**Question.** Silanol, H₃SiOH, is taken apart into free atoms. Estimate with pencil and paper by how much Hartree–Fock (HF), CCSD and CCSD(T) miss the atomization energy. You may use that the electron pair of H₂ has a correlation energy of roughly 1 eV, and that each further order of perturbation theory shrinks what is left out by a factor of about 6. Then compare with the table, and say for which rows the estimate should not be used.

**Model answer**

HF lets each electron feel only the average field of the others. It therefore misses the energy gained when two electrons of a pair avoid each other. Pairs that exist in the free atoms as well cancel to a large extent in the atomization energy, so the new pairs matter. The molecule has seven valence pairs; the atoms have three, one in silicon and two in oxygen. Four pairs are new, and HF should bind the molecule too weakly by about 4 eV.

For the better levels, ask at which order $n$ of perturbation theory each first falls short. HF lacks the second order, where double excitations enter. CCSD treats these and their products, but lacks the triple excitations that enter at fourth order. CCSD(T) adds them approximately and falls short only at fifth order, as does the full treatment of triples, CCSDT. With $N$ new pairs, the error relative to the reference is

$$\Delta \approx -(1\ \mathrm{eV})\,\frac{N}{6^{\,n-2}} .$$

For CCSD, $N=4$ and $n=4$ give $-4\ \mathrm{eV}/36 \approx -0.11$ eV. For CCSD(T), $n=5$ gives $-4\ \mathrm{eV}/216 \approx -0.02$ eV. The minus sign means too weak a binding.

Errors in the atomization energy of silanol, H₃SiOH, without zero-point energy; negative values mean too weak a binding. All levels use the cc-pVDZ basis with frozen cores, and for the molecule an RHF determinant at the PBE0/def2-TZVP geometry. Calculated with Ansatz 0.2.0 and the in-house AFQMC program afq 1.

```tsv
level	this level less the reference (CCSDT(Q), same basis) (meV)	statistical noise, one standard error (meV)
HF	-4034.0	0.00
MP2	28.0	0.00
CCSD	-134.0	0.00
CCSD(T)	-16.0	0.00
CCSDT	-15.0	0.00
ph-AFQMC/HF	155.0	64.00
ph-AFQMC/CISD	-7.0	11.00
released AFQMC	8.0	17.00
free AFQMC	40.0	27.00
```

The computed errors are −134 meV for CCSD and −16 meV for CCSD(T). For HF and the three coupled-cluster rows the rule stays within a quarter of the computed error. It should not be used for MP2, nor for the AFQMC rows, which sample the correlation with random walkers and have no order at which they stop.

**Remarks on the reasoning**

*Why pairs and not bonds?* Silanol has five bonds, and 1 eV for each would give 5 eV. But silicon brings a pair of its own, which is opened to form bonds, so only four pairs are gained. The close agreement for HF is partly luck. In total energy HF misses 9.0 eV in the molecule and, by subtraction, 5.0 eV in the atoms, which is well over 1 eV per pair, because electrons of different pairs avoid each other too. The rule estimates the difference, not the two totals.

*How good is the factor 6?* It was chosen with this table in view, so the two worked rows illustrate the rule and do not test it. The computed error shrinks by a factor of about 30 from HF to CCSD, but only by about 9 from CCSD to CCSDT. Counting orders explains why the first step is the larger: it gains two orders, the second only one. Per order the factors are 5.5 and 8.9, and this remaining difference the count does not explain. The second factor is also the less certain, because it rests on an error of only 15 meV, while the reference was checked against a random walk only to within 25 to 40 meV. A constant factor remains a rough description, since a perturbation series can also oscillate or even diverge. Theory also says where the factor must fall: when empty orbitals lie close above the filled ones, the series converges slowly. Silanol is well described by a single determinant and lies on the safe side.

*Why does MP2 break the rule?* It lacks the third order, so the rule predicts about −0.7 eV, yet the table has +28 meV. The total energies of the same calculation show how this comes about. MP2 misses 966 meV in the molecule and, by subtraction, 994 meV in the atoms. The atoms, with three pairs, thus leave out about as much as the molecule with seven, so counting new pairs fails at this level. The small error is the difference of two large ones, and says little about how well MP2 describes the correlation of the molecule.

*What should one expect of the walkers?* Without a constraint, and after a long enough walk, the result should differ from the exact energy in this basis only by noise. If the reference is nearly exact too, the error in the table should lie within about two standard errors of zero. The released and the free walk meet this, though the reference was accepted only where it agreed with such a walk, so the agreement is partly built in. The free walk may also keep a remainder of its starting state that the noise does not contain, and its energy for the molecule still jumps between the last two times, so its row is weak evidence. The phaseless runs carry a bias from their constraint that the noise does not contain. With the HF trial the error is 155 ± 64 meV, too uncertain to measure the bias of the atomization energy. Nearly all of this noise, however, comes from the run for the molecule. By subtraction the atoms lie 148 meV too high, far more than the little noise left for them, which points to a bias in the atoms.

The output below lists the rule beside every row. All these errors are relative to CCSDT(Q) in the same small basis; against nature the error of the basis comes on top, and it can far exceed the 0.02 eV left by CCSD(T).

Silanol groups also cover the oxide surfaces on which gate dielectrics are deposited, where reaction energies matter more than atomization. The same count then serves as a first check: compare the number of electron pairs before and after the reaction. If it changes, expect HF to be wrong by something of the order of 1 eV per pair; a rule tried on one molecule promises no more than the order of magnitude. If it stays the same, the largest part of the error should cancel, and what remains has to be calculated.

Numerical output:

```
Rule and table in meV (rule is set to 0 for walkers):
             row  first order missed    rule  computed error  rule less computed
              HF                   2   -4000           -4034                  34
             MP2                   3  -666.7              28              -694.7
            CCSD                   4  -111.1            -134               22.89
         CCSD(T)                   5  -18.52             -16              -2.519
           CCSDT                   5  -18.52             -15              -3.519
     ph-AFQMC/HF                   0       0             155                -155
   ph-AFQMC/CISD                   0       0              -7                   7
  released AFQMC                   0       0               8                  -8
      free AFQMC                   0       0              40                 -40
Total energies above CCSDT(Q) in meV:
             row  molecule  atoms by subtraction  molecule HF miss over 6 per order
              HF      9025                  4991                               9025
             MP2     965.7                 993.7                               1504
            CCSD     199.2                 65.16                              250.7
         CCSD(T)      33.7                  17.7                              41.78
           CCSDT     18.16                  3.16                              41.78
     ph-AFQMC/HF     -7.13                 147.9                                  0
   ph-AFQMC/CISD     10.98                  3.98                                  0
  released AFQMC      -8.9                  -0.9                                  0
      free AFQMC    -41.18                 -1.18                                  0
New electron pairs on binding: 4
HF error per new pair, meV: -1008
HF error predicted with 1 eV for each of five bonds, meV: -5000
Shrinkage per order from HF to CCSD (two orders): 5.487
Shrinkage per order from CCSD to CCSDT (one order): 8.933
Shrinkage per order from HF to CCSDT (three orders): 6.455
Rival with one factor per excitation rank fixed by HF and CCSDT, CCSD error in meV: -246
Smallest ratio rule to computed, HF and coupled cluster: 0.8292
Largest ratio rule to computed, HF and coupled cluster: 1.235
HF error in percent of the atomization energy: -22.42
CCSD error in percent of the atomization energy: -0.7448
Phaseless AFQMC with HF trial, error in standard errors: 2.422
Phaseless AFQMC with CISD trial, error in standard errors: -0.6364
Released AFQMC, error in standard errors: 0.4706
Free AFQMC, error in standard errors: 1.481
```
